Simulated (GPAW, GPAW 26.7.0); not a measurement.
# Pd 3d binding energy of palladium metal: the spin-polarised PBE core-hole energy falls more than 2 eV below the measured level

## Experiment

The reference is a photoemission value for palladium metal, taken from a handbook table: "Electron binding energies" (2001, X-Ray Data Booklet, Lawrence Berkeley National Laboratory, Table 1-1; from Fuggle and Martensson, J. Electron Spectrosc. Relat. Phenom. 21, 275 (1980)). The table lists the 3d5/2 line at 335.2 eV below the Fermi level. For comparison with a calculation that does not split the core level, this line was moved by 2.12 eV to the multiplicity-weighted centre of the doublet, with the splitting from the same table, which gives 337.32 eV. The reference is thus a second-hand value with a small piece of arithmetic added, and no uncertainty, temperature or surface preparation is given with it.

| compared with | measured | source's wording or label | method |
| --- | --- | --- | --- |
| Pd 3d (eV) | 337.32 | formed from the printed 335.2 eV (Pd 3d5/2 of the metal against the Fermi level) | photoemission, handbook table |

Conditions are those given with the value in the passage it was taken from; "not stated" means there, and the paper may say more elsewhere. The values are a selection: others may have been left out beforehand as unlike or outlying.

## Plan

The aim is the absolute Pd 3d binding energy against the Fermi level, within 0.3 eV of the reference. This limit is a choice of the study: core-level shifts between chemical states are often some tenths of an electronvolt to a few electronvolts, so an absolute level good to 0.3 eV would be useful for assigning lines. It is a demanding limit, since semilocal functionals commonly miss absolute levels by about an electronvolt, and by more for deep levels of heavy atoms.

Bare Kohn-Sham eigenvalues are passed over because they lack the relaxation of the valence electrons around the hole. The binding energy is instead the difference of two total energies, with and without a 3d hole, the removed electron being kept in the valence of the metal. The model is an eight-atom cell at the diffraction geometry, which puts the periodic images of the hole 5.5 Å apart; the one-atom cell, with a hole on every atom, would describe a different solid. PBE is the working functional. The treatment of the hole's spin comes first, then the numerical settings, then a neighbouring functional for scale.

System: Pd (Palladium); space group Fm-3m, 1 atom in the base cell, measured (COD) cell.

On the selection of runs and values: Besides any runs that a report passes over, these were set aside when the results were gathered: 1 cell relaxed under the stress of an incomplete basis; 1 planned but not run to their end in the time given.

## 1. PBE with and without spin polarisation

A 3d hole leaves an unpaired core electron, whose exchange energy is lost when the hole is spread over both spin channels. The run with two spins is therefore the physically better description, and it should give the lower binding energy. The spin-paired run at the same mesh and cutoff is set beside it to measure the size of this effect and to serve as the base for the numerical checks. The difference will also contain any valence moment, which matters in a metal as close to ferromagnetism as palladium.

**Run 1.** GPAW 26.7.0: PBE with two spins; 8-atom cell, holes 5.5 A apart; electron kept in the cell (mesh 8x8x8, cutoff 420 eV, 8 atoms).

Key lines of the input:
```
atoms = Atoms(['Pd', 'Pd', 'Pd', 'Pd', 'Pd', 'Pd', 'Pd', 'Pd'],
              cell=[[0.0, 3.8898, 3.8898], [3.8898, 0.0, 3.8898], [3.8898, 3.8898, 0.0]],
              scaled_positions=[[0.0, 0.0, 0.0], [0.0, 0.0, 0.5], [0.0, 0.5, 0.0], [0.0, 0.5, 0.5], [0.5, 0.0, 0.0], ...],
              pbc=(True, True, True),
              magmoms=[0.1, 0.1, 0.1, 0.1, 0.1, 0.1, 0.1, 0.1])
params = dict(mode=PW(420),
              xc='PBE',
              kpts={'size': (8, 8, 8), 'gamma': True},
              occupations=FermiDirac(0.08),
              nbands=-8,
              maxiter=200,
              txt='gs.txt',
              mixer=MixerDif(0.05, 8, 80))
hole.calc = GPAW(**{**params, 'charge': -1, 'txt': f'hole{i}.txt', 'setups': {**params.get('setups', {}), i: 'hole' + params.get('setups', {}).get(atoms[i].symbol, '')}})
out['levels'][i] = hole.get_potential_energy(force_consistent=True) + hole.calc.get_reference_energy() - e0
```

Command:
```
gpaw-setup -f PBE Pd > setup.log
gpaw-setup -f PBE --core-hole=3d,1.0 --name=hole Pd > setup.log
OMP_NUM_THREADS=1 mpirun -n 4 gpaw python run.py > run.log
```

Selected lines of the output:
```
Free energy:     -30.898967
[energy with the hole less without, eV] Pd 1 3d: 334.954
```

Converged; 5.8 min on 4 cores of Arm Neoverse V2, shared host.

**Run 2.** GPAW 26.7.0: PBE; 8-atom cell, holes 5.5 A apart; electron kept in the cell (mesh 8x8x8, cutoff 420 eV, 8 atoms).

Key lines of the input, as changed from run 1:
```diff
  atoms = Atoms(['Pd', 'Pd', 'Pd', 'Pd', 'Pd', 'Pd', 'Pd', 'Pd'],
-               pbc=(True, True, True),
-               magmoms=[0.1, 0.1, 0.1, 0.1, 0.1, 0.1, 0.1, 0.1])
+               pbc=(True, True, True))
  params = dict(mode=PW(420),
-               txt='gs.txt',
-               mixer=MixerDif(0.05, 8, 80))
+               txt='gs.txt')
```

Selected lines of the output:
```
Free energy:     -30.898967
[energy with the hole less without, eV] Pd 1 3d: 335.621
```

Converged; 100 s, same machine.

| quantity | run 1 | run 2 | measured |
| --- | --- | --- | --- |
| Pd 3d (eV) | 334.95 | 335.62 | 337.32 |
| volume an atom (Å³) | 14.71 | 14.71 |  |

With two spins the 3d level comes out at 334.95 eV, which is 2.37 eV below the reference and far outside the limit of 0.3 eV. Pairing the spins raises it by 0.67 eV, in the direction argued from the exchange energy of the unpaired core electron. The spin-paired value is still 1.70 eV too low, and its smaller miss comes from leaving out a real contribution, so it is no argument for that treatment.

The free energies of the cell without the hole agree to the last printed digit. The small starting moments have therefore brought no magnetic ground state of lower energy, and the difference between the two levels arises in the cell with the hole.

The two-spin value lies close to the unshifted 3d5/2 line at 335.2 eV. That closeness has no bearing on the comparison, because a calculation without spin-orbit splitting of the core has no separate 3d5/2 component to offer.

## 2. Denser mesh and higher cutoff

Before the miss is laid on the functional, the sampling and the basis need a test. Palladium has a high density of states at the Fermi level, and both the level's reference point and the entropy term depend on the mesh. The spin-paired run is repeated with a 12×12×12 mesh and, separately, with the cutoff raised to 588 eV. Changes well below the miss are expected from both. They will hold strictly for the spin-paired treatment, though a dependence on mesh or basis large enough to explain two electronvolts should show there too.

**Run 3.** GPAW 26.7.0: PBE, another k-point mesh; 8-atom cell, holes 5.5 A apart; electron kept in the cell (mesh 12x12x12, cutoff 420 eV, 8 atoms).

Key lines of the input, as changed from run 2:
```diff
  params = dict(mode=PW(420),
-               kpts={'size': (8, 8, 8), 'gamma': True},
+               kpts={'size': (12, 12, 12), 'gamma': True},
```

Selected lines of the output:
```
[energy with the hole less without, eV] Pd 1 3d: 335.611
```

Converged; 4.6 min on 4 cores of Arm Neoverse V1, shared host.

**Run 4.** GPAW 26.7.0: PBE, cutoff at 140 % of the usual; 8-atom cell, holes 5.5 A apart; electron kept in the cell (mesh 8x8x8, cutoff 588 eV, 8 atoms).

Key lines of the input, as changed from run 2:
```diff
- params = dict(mode=PW(420),
+ params = dict(mode=PW(588),
```

Selected lines of the output:
```
Free energy:     -31.097101
[energy with the hole less without, eV] Pd 1 3d: 335.618
```

Converged; 2.3 min, same machine.

| quantity | run 3 | run 4 | measured |
| --- | --- | --- | --- |
| Pd 3d (eV) | 335.61 | 335.62 | 337.32 |
| volume an atom (Å³) | 14.71 | 14.71 |  |

The denser mesh lowers the level by 0.010 eV and the higher cutoff by 0.003 eV. The total energy of the cell without the hole is much more sensitive to the cutoff, falling by about 0.2 eV, but nearly all of this cancels in the difference. For the spin-paired treatment, neither setting accounts for any appreciable part of the miss.

## 3. Hole spacing and a neighbouring functional

The effect of the distance between the periodic holes has not been shown so far in this report. The one-atom cell, set aside as a model of an isolated hole, is useful here as a deliberately crowded case: comparing it with the eight-atom cell shows how strongly the level responds when the spacing is halved. It cannot show what a larger cell would give.

RPBE in the eight-atom cell supplies the neighbouring level of theory. It shares the semilocal form of PBE but has a different exchange enhancement, so a shift of some tenths of an electronvolt is expected, too little to close the gap. Both runs are spin-paired and are to be compared with the corresponding PBE result.

**Run 5.** GPAW 26.7.0: PBE; 1-atom cell, holes 2.8 A apart; electron kept in the cell (mesh 14x14x14, cutoff 420 eV, 1 atoms).

Key lines of the input:
```
atoms = Atoms(['Pd'],
              cell=[[0.0, 1.9449, 1.9449], [1.9449, 0.0, 1.9449], [1.9449, 1.9449, 0.0]],
              scaled_positions=[[0.0, 0.0, 0.0]],
              pbc=(True, True, True))
params = dict(mode=PW(420),
              xc='PBE',
              kpts={'size': (14, 14, 14), 'gamma': True},
              occupations=FermiDirac(0.08),
              nbands=-8,
              maxiter=200,
              txt='gs.txt')
hole.calc = GPAW(**{**params, 'charge': -1, 'txt': f'hole{i}.txt', 'setups': {**params.get('setups', {}), i: 'hole' + params.get('setups', {}).get(atoms[i].symbol, '')}})
out['levels'][i] = hole.get_potential_energy(force_consistent=True) + hole.calc.get_reference_energy() - e0
```

Selected lines of the output:
```
[energy with the hole less without, eV] Pd 1 3d: 335.820
```

Converged; 7.6 s on 4 cores of Intel Xeon Platinum 8488C (Sapphire Rapids), shared host.

**Run 6.** GPAW 26.7.0: RPBE; 8-atom cell, holes 5.5 A apart; electron kept in the cell (mesh 8x8x8, cutoff 420 eV, 8 atoms).

Key lines of the input, as changed from run 2:
```diff
  params = dict(mode=PW(420),
-               xc='PBE',
+               xc='RPBE',
```

Command:
```
gpaw-setup -f RPBE Pd > setup.log
gpaw-setup -f RPBE --core-hole=3d,1.0 --name=hole Pd > setup.log
OMP_NUM_THREADS=1 mpirun -n 4 gpaw python run.py > run.log
```

Selected lines of the output:
```
[energy with the hole less without, eV] Pd 1 3d: 335.550
```

Converged; 2.2 min on 4 cores of Arm Neoverse V1, shared host.

| quantity | run 5 | run 6 | measured |
| --- | --- | --- | --- |
| Pd 3d (eV) | 335.82 | 335.55 | 337.32 |
| volume an atom (Å³) | 14.71 | 14.71 |  |

With a hole on every atom the spin-paired PBE level is 335.82 eV, only 0.20 eV above the value for the eight-atom cell. Halving the distance between holes thus moves the level by much less than the miss of 1.70 eV. What remains of the interaction at 5.5 Å is not settled by this pair, and a larger cell is not shown in this report. An effect of this size would still matter for a limit of 0.3 eV, though it offers little prospect of explaining the whole discrepancy.

RPBE gives 335.55 eV, 0.07 eV below PBE and slightly further from the reference. The shift is smaller than the few tenths of an electronvolt that were expected. The two functionals agree closely with each other while both miss the measured level by well over an electronvolt, so their mutual agreement is no measure of the absolute error.

## Summary of runs

| run | settings | Pd 3d (eV) | deviation | cost |
| --- | --- | --- | --- | --- |
| 1 | PBE with two spins, 8-atom cell, holes 5.5 A apart, electron kept in the cell (mesh 8x8x8, cutoff 420 eV, 8 atoms) | 334.95 | −2.37 | 23 core-min |
| 2 | PBE, 8-atom cell, holes 5.5 A apart, electron kept in the cell (mesh 8x8x8, cutoff 420 eV, 8 atoms) | 335.62 | −1.70 | 6.7 core-min |
| 3 | PBE, another k-point mesh, 8-atom cell, holes 5.5 A apart, electron kept in the cell (mesh 12x12x12, cutoff 420 eV, 8 atoms) | 335.61 | −1.71 | 18 core-min |
| 4 | PBE, cutoff at 140 % of the usual, 8-atom cell, holes 5.5 A apart, electron kept in the cell (mesh 8x8x8, cutoff 588 eV, 8 atoms) | 335.62 | −1.70 | 9.3 core-min |
| 5 | PBE, 1-atom cell, holes 2.8 A apart, electron kept in the cell (mesh 14x14x14, cutoff 420 eV, 1 atoms) | 335.82 | −1.50 | under 1 core-min |
| 6 | RPBE, 8-atom cell, holes 5.5 A apart, electron kept in the cell (mesh 8x8x8, cutoff 420 eV, 8 atoms) | 335.55 | −1.77 | 8.8 core-min |
|  | measured | 337.32 |  |  |

Further runs on the same system, made beside this series (convergence steps with loose settings among them):

| further | settings | Pd 3d (eV) | deviation | cost |
| --- | --- | --- | --- | --- |
| F1 | PBEsol, 8-atom cell, holes 5.5 A apart, electron kept in the cell (mesh 8x8x8, cutoff 420 eV, 8 atoms) | 335.69 | −1.63 | 5.5 core-min |
| F2 | LDA, 1-atom cell, holes 2.8 A apart, electron kept in the cell (mesh 14x14x14, cutoff 420 eV, 1 atoms) | 336.05 | −1.27 | under 1 core-min |
| F3 | PBE, another k-point mesh, 8-atom cell, holes 5.5 A apart, electron kept in the cell (mesh 6x6x6, cutoff 420 eV, 8 atoms) | 335.59 | −1.73 | 3.3 core-min |
| F4 | PBE, cutoff at 70 % of the usual, 8-atom cell, holes 5.5 A apart, electron kept in the cell (mesh 8x8x8, cutoff 294 eV, 8 atoms) | 335.66 | −1.66 | 4.1 core-min |
| F5 | PBE, Fermi-Dirac width 0.2 eV, 8-atom cell, holes 5.5 A apart, electron kept in the cell (mesh 8x8x8, cutoff 420 eV, 8 atoms) | 335.77 | −1.55 | 8.5 core-min |
|  | measured | 337.32 |  |  |

## Verdict

The calculation misses the target clearly. PBE with two spins, argued before the run to be the better description, puts Pd 3d at 334.95 eV, 2.37 eV below the reference, against a limit of 0.3 eV and at a cost of 23 core-minutes. Handbook values for one line can differ by a few tenths of an electronvolt, which is far too little to reverse this result.

The comparison of spin treatments mattered most. Pairing the spins raises the level by 0.67 eV and brings it closer to experiment, but only by neglecting the exchange energy of the unpaired core electron, together with any moment that the hole induces in the valence; the share of each is not shown in this report. The smaller miss is therefore a partial cancellation of errors.

The numerical checks were all made on the spin-paired level. Mesh and cutoff change it by about 0.01 eV or less on tightening. The electronic smearing matters more: widening it to 0.2 eV raises the level by 0.15 eV, and a width narrower than the working one is not shown in this report. Crowding the holes into the one-atom cell raises it by 0.20 eV. Both effects count on the scale of the target, but neither approaches the size of the miss. Changing the functional helps little as well: RPBE and PBEsol stay within 0.07 eV of PBE, and in the one-atom cell LDA, at 336.05 eV, lies only about 0.2 eV above PBE at 335.82 eV.

The likeliest cause of the remainder is the error of semilocal functionals for deep levels of heavy atoms, which commonly exceeds an electronvolt. The scalar-relativistic core may contribute too, since its single level need not fall at the weighted centre of the measured doublet. These runs cannot separate the two; a fully relativistic core-hole calculation would address the second. The residual interaction between holes at 5.5 Å also remains open.

[Logs are printed without paths, hosts, clocks, repeated set-up lines and the standing remarks that a program may print on its own settings, such as how far it seeks lower states.]

[The runs shown are a pick from a larger set of finished runs; failed, doubtful and other runs were left out of it ahead of writing. So were measured values far from every level or from commonly accepted values, and agreement can look better than it is. Lines of input and output are excerpts and may be shortened.]
